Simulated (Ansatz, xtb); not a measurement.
Relative energy of two isomers of C3H7FGe

We compare I, `F[C]1([GeH3])CC1`, a singlet, with II, `F[C@@H]1C[C@H]1[GeH3]`, a singlet. Both are isolated molecules in the gas phase, relaxed with r2SCAN-D4/def2-SVP.

Energies in hartree; the thermal terms are from GFN2-xTB frequencies at re-optimised GFN2-xTB minima (ideal gas, soft modes damped towards free rotors, one conformer each, 298.15 K, 1 atm) and include the zero-point energy:

```
                               I            II
E, CCSD(T)/def2-SVP  −2292.896973  −2292.900023
    E, MP2/def2-SVP  −2292.830505  −2292.833986
  E, MP2/def2-TZVPP  −2293.528740  −2293.532617
  zero-point energy      0.083847      0.084115
       H(298 K) − E      0.091626      0.091789
       G(298 K) − E      0.052528      0.052645
```

**Question.** Correct the CCSD(T) difference for the basis set by the MP2 change, then work out ΔE, ΔE₀, ΔH and ΔG for I → II in kcal/mol (1 Eh = 627.51 kcal/mol) and the equilibrium ratio [II]/[I].

**Answer.** 1. Differences II − I: CCSD(T) −0.003050, MP2 in the small set −0.003481, MP2 in the large set −0.003877 Eh.
2. ΔE = −0.003050 + (−0.003877 − (−0.003481)) = −0.003446 Eh = −2.16 kcal/mol.
3. ΔE₀ = ΔE + ΔZPE = −0.003446 + (+0.000268) Eh = −1.99 kcal/mol.
4. ΔH = ΔE + (+0.000163) Eh = −2.06 kcal/mol.
5. ΔG = ΔE + (+0.000117) Eh = −2.09 kcal/mol, so ΔS = (ΔH − ΔG)/T = +0.4 J/(mol K).
6. kT = 0.9442 mEh, so K = [II]/[I] = exp(−ΔG/kT) = exp(+3.53) ≈ 34.

Structure II is favoured at this temperature. An error of 1 kcal/mol in ΔG would change K by a factor of 5.4. GFN2-xTB gave ΔE the other sign. Mirror images and further conformers aren't counted.

As drawn, both hold the same kinds of bond in the same numbers.

Other levels gave ΔE = +0.9 (GFN2-xTB); −1.2 (HF/STO-3G, GFN2-xTB geometries); −1.4 (r2SCAN-D4/def2-SVP//GFN2-xTB); −1.5 (r2SCAN-D4/def2-SVP); −2.8 (HF/def2-SVP); −2.2 (MP2/def2-SVP); −1.9 (CCSD(T)/def2-SVP) kcal/mol. The correlated steps freeze 13 core orbitals; the filled d shell of Ge is correlated, in a basis made for valence electrons. Programs: Ansatz 0.2.0, xtb 6.7.1.

The vicinal isomer II, with fluorine and germyl on opposite faces of the ring, lies modestly below the geminal isomer I. The preference is almost wholly electronic: ΔE is −2.16 kcal/mol and ΔG −2.09 kcal/mol, with almost no entropy difference. Since bond types and the three-membered ring are common to both, most of the bond energy and ring strain should cancel, leaving the placement of the substituents to decide. Germanium is electropositive and bonds best to a carbon that carries negative charge, which a fluorine on the same carbon withdraws. Separating the two probably restores this polarity, and donation from the C–Ge bond into the neighbouring C–F antibonding orbital may help, though the trans arrangement in the ring falls short of ideal antiperiplanar overlap. The preference is already present at Hartree–Fock level; in the same basis, correlation reduces it from −2.8 to −1.9 kcal/mol, which suggests that correlation favours the more crowded geminal centre. The result doesn't extend to the cis diastereomer of II, where overlap and contact between the substituents differ.
